Press a crystal of LiRh along one axis, leave its sides free, and two things have to be settled: how hard it pushes back, and how far it bulges. The crystal is a stack of flat triangular layers, alternately all lithium and all rhodium, in the manner of a hexagonal close packing. Each atom has six neighbours of its own kind within its layer, and three of the other kind in each of the layers above and below. Pressing along the stacking axis c brings unlike layers together, while the spacing a within the layers is free to respond. Five strains between −4 and 4 % are known, and the question is what they foretell for −6 %.

LiRh (space group P-6m2, unstrained a = 2.626 Å, c = 4.326 Å) under uniaxial strain along c, with a, b and the atoms relaxed. Ansatz 0.2.0, plane-wave PAW, scalar-relativistic PBEsol without spin polarisation, cutoff 420 eV, k mesh 18×18×10, Gaussian smearing of 0.1 eV. Changes are relative to the unstrained cell; stress is positive in compression.

| strain (%) | energy change (meV/atom) | volume change (%) | c over a | stress xx (GPa) | stress zz (GPa) |
| --- | --- | --- | --- | --- | --- |
| -6 | ? | ? | ? | ? | ? |
| -4 | 12.2 | -3.39 | 1.577 | 0.00 | 7.71 |
| -2 | 3.0 | -1.71 | 1.612 | -0.01 | 3.72 |
| 0 | 0.0 | 0.00 | 1.648 | 0.00 | 0.00 |
| 2 | 2.9 | 1.79 | 1.682 | 0.00 | -3.53 |
| 4 | 11.2 | 3.62 | 1.717 | 0.00 | -6.78 |

Strain here is the relative change of c, negative when the crystal is shortened, and stress zz is the stress along c, positive in compression. The sideways stress, stress xx, is zero to within 0.01 GPa in the known rows, because a has been relaxed at each strain. The crystal is therefore loaded like a post between two plates, not like a powder in a rigid die. The slope of stress against strain is then Young's modulus along c, 181 GPa from the two rows at ±4 %.

A spring that obeyed Hooke's law would push back under compression exactly as hard as it pulls under tension. LiRh does not: at 4 % the compressive stress is 1.14 times the tensile one. Volume and strain together give the lengths behind this. Between zero strain and −4 % the Li–Rh distance shrinks from 2.64 to 2.57 Å, whereas the distances within the layers grow by only about 0.3 %. The deformation thus goes almost entirely into the contacts between lithium and rhodium layers.

The stiffening has a standard explanation. When atoms are pushed together, the repulsion between their overlapping electron shells rises more steeply than the attraction that binds them, so each further step inwards raises the force by more than the last. Pulled apart, they meet a restoring force that grows ever more slowly. A crystal pressed along an axis that shortens contacts between neighbouring atoms should commonly show the same asymmetry. The table shows the stiffening itself; the repulsion behind it is general knowledge, not something these rows test.

The simplest law with this behaviour adds one term to Hooke's. With $\varepsilon$ for the strain as a fraction and $\sigma$ for stress zz in GPa, a fit to the five known rows gives

$$\sigma=-181.2\,\varepsilon+287.5\,\varepsilon^2 .$$

At $\varepsilon=-0.06$, a row outside the fit, the first term gives 10.9 GPa and the second adds 1.0 GPa. The forecast is 11.9 ± 0.4 GPa, the range being a judgement that leaves room for higher terms. A stress that stiffens exponentially fits the known rows about as well and leads to nearly the same value, so the forecast hardly depends on which of the two is chosen.

The energy follows from the stress, since it is the work done in pressing. For each small step that work is the stress times the current cross-section times the shortening, and adding up the steps to −6 % gives 28.1 ± 0.5 meV/atom. The known energies had no part in this estimate, yet the same sum reproduces them to within about 0.1 meV/atom. That agreement shows that stresses and energies of the calculation are consistent with each other; it does not reveal what makes the crystal stiff.

The volume needs a different argument, because it depends on how far the crystal bulges. The usual measure is the Poisson ratio, the relative growth of a divided by the relative shortening of c. A crystal that kept its volume would have a ratio near 0.5, and one whose layers never changed width would have zero. LiRh has 0.08 at −4 % and 0.05 at 4 %, so it comes much closer to the second case.

A simpler system shows how low that is. Take an ideal hexagonal close packing in which equal springs join nearest neighbours and nothing else acts. If a changes by the fraction $x$, springs within a layer stretch by $x$ and those between layers by $(x+2\varepsilon)/3$, because the latter stand more upright than flat. The energy is proportional to

$$x^2+\left(\frac{x+2\varepsilon}{3}\right)^2 ,$$

and it is lowest at $x=-\varepsilon/5$, a Poisson ratio of 0.2.

LiRh bulges less than half as much as this model, so equal springs do not describe it. Within the spring picture the ratio falls below 0.2 when the springs inside the layers are stiffer than those between them. That suggests a rule of thumb for crystals with the same stacking: layers that are stiff compared with the contacts between them bulge little, and softer layers bulge more. The picture stops there, since the binding of a metal also depends on its shared electrons and cannot be divided into springs between pairs. Which electrons hold the LiRh layers to their width is not tested here.

The Poisson ratio also changes along the series, and this matters for the forecast. In the spring picture the sideways force is stronger in compression than in tension for two reasons: the stress is larger, and the contacts lean further over. This force goes roughly as the stress divided by c/a, which makes it $1.14\times1.717/1.577\approx1.24$ times as strong at −4 % as at 4 %. The actual change of a is about 1.7 times as large. The simple picture gets the direction right but accounts for only part of the effect, and the remainder is an open question.

The forecast can still use the trend without a full account of its cause. The change of a in the known rows follows a linear and a quadratic term in strain, and this curve continued to −6 % gives a volume change of −5.0 ± 0.1 %. A Poisson ratio held constant at its value for small strains would give −5.3 %, a larger loss of volume, because it underrates the bulging of a strongly pressed crystal. The ratio c/a should be 1.541 ± 0.002, and the sideways stress should again be near zero.

All these forecasts assume that the crystal goes on deforming smoothly. An abrupt change in its electronic state between −4 and −6 % would upset them, though the known rows give no sign of one.

The withheld rows as computed:

| strain (%) | energy change (meV/atom) | volume change (%) | c over a | stress xx (GPa) | stress zz (GPa) |
| --- | --- | --- | --- | --- | --- |
| -6 | 28.2 | -5.01 | 1.541 | 0.00 | 11.92 |

The stress comes out at 11.92 GPa, within about 0.02 GPa of the forecast. Hooke's law alone would have fallen short by about 1 GPa, or 9 % of the computed stress. The steepening seen between −4 and 4 % therefore continues at the same pace. The exponential curve does about as well, so the result supports the stiffening but does not decide its exact mathematical form.

The energy is 28.2 meV/atom, and the forecast was too low by about half a per cent of that. This is not a second, separate success. Once the stress had been foretold correctly all the way to −6 %, the work done against it had to come out nearly right as well.

The volume change of −5.01 % is the more telling result for the bulging. Most of the volume loss is simply the imposed shortening of c, so the real test is the small growth of a. The curve behind the volume forecast puts it at 0.53 %, and the computed cell gives the same to two figures. The Poisson ratio has risen further, to 0.09, and the constant ratio misses the volume by far more than the range allowed. The hit in c/a rests on the same growth of a and adds no independent evidence. The sideways stress is 0.00 GPa, as it must be when a is relaxed, so that forecast tested nothing about the crystal.

Each miss is much smaller than its range, so the ranges were cautious. They allowed for a further curvature that five rounded rows could not exclude, and it did not show up at −6 %. The new strain also lies only half as far again from zero as the last known one, and a smooth elastic curve seldom changes character over so short a stretch.

Over the strains computed here, LiRh stiffens steadily when compressed along c and hardly widens. The stress reached at −6 % is not a strength. The relaxations kept the symmetry of the starting cell, so a real crystal might escape the load by shearing or buckling its layers before it reached −6 %, and a smooth stress curve would give no warning of that. The fits and derived lengths are in the printed output below.

Numerical output:

```
fit of stress_zz_curve on 5 rows: coefficient of eps -181.2 +/- 0.27, coefficient of eps2 287.5 +/- 7.3; rms 0.0131, worst 2 0.022, leave-one-out rms 0.0289
  rows outside the fit (model, value, miss): -6 11.9, 11.92, -0.016
fit of stress_zz_curve on 5 rows: coefficient of (exp(-s*eps) - 1) 56.7 +/- 0.09, s 3.188; rms 0.0141, worst 2 0.0282, leave-one-out rms 0.0321
  rows outside the fit (model, value, miss): -6 11.95, 11.92, 0.0302
fit of da on 5 rows: coefficient of eps -6.255 +/- 0.071, coefficient of eps2 42.81 +/- 1.9; rms 0.00346, worst -2 -0.00563, leave-one-out rms 0.00758
  rows outside the fit (model, value, miss): -6 0.5294, 0.5252, 0.0042
Young's modulus along c from the rows at -4 and 4 % (GPa): 181.1
Size of stress at -4 % over that at 4 %: 1.137
Poisson ratio of equal central springs in ideal hcp: 0.2
Stress zz at -6 %, forecast with error bar 0.4 (GPa): 11.9
Energy at -6 %, forecast with error bar 0.5 (meV/atom): 28.07
Energy at -6 %, computed (meV/atom): 28.2
Energy at -6 %, forecast less computed (meV/atom): -0.1265
Volume change at -6 %, forecast with error bar 0.1 (%): -5.002
Volume change at -6 %, computed (%): -5.01
Volume change at -6 %, forecast less computed (%): 0.007933
c over a at -6 %, forecast with error bar 0.002: 1.541
c over a at -6 %, computed: 1.541
c over a at -6 %, forecast less computed: -3.807e-05
Poisson ratio at -6, -4, -2, 2 and 4 %: -6 0.08754, -4 0.0793, -2 0.07392, 2 0.0515, 4 0.04571
Models and derived lengths:
  row  Hooke stress GPa  quadratic stress GPa  exponential stress GPa  work meV/atom  volume change at constant Poisson ratio %  change of a %  Li-Rh distance Å
   -6             10.87                  11.9                   11.95          28.07                                     -5.293         0.5252             2.541
   -4             7.246                 7.706                    7.71          12.21                                     -3.519         0.3172             2.574
   -2             3.623                 3.738                   3.732          2.986                                     -1.755         0.1478             2.607
    0                 0                     0                       0              0                                          0              0             2.641
    2            -3.623                -3.508                  -3.502          2.853                                      1.745         -0.103             2.676
    4            -7.246                -6.786                  -6.787          11.14                                       3.48        -0.1829             2.711
```
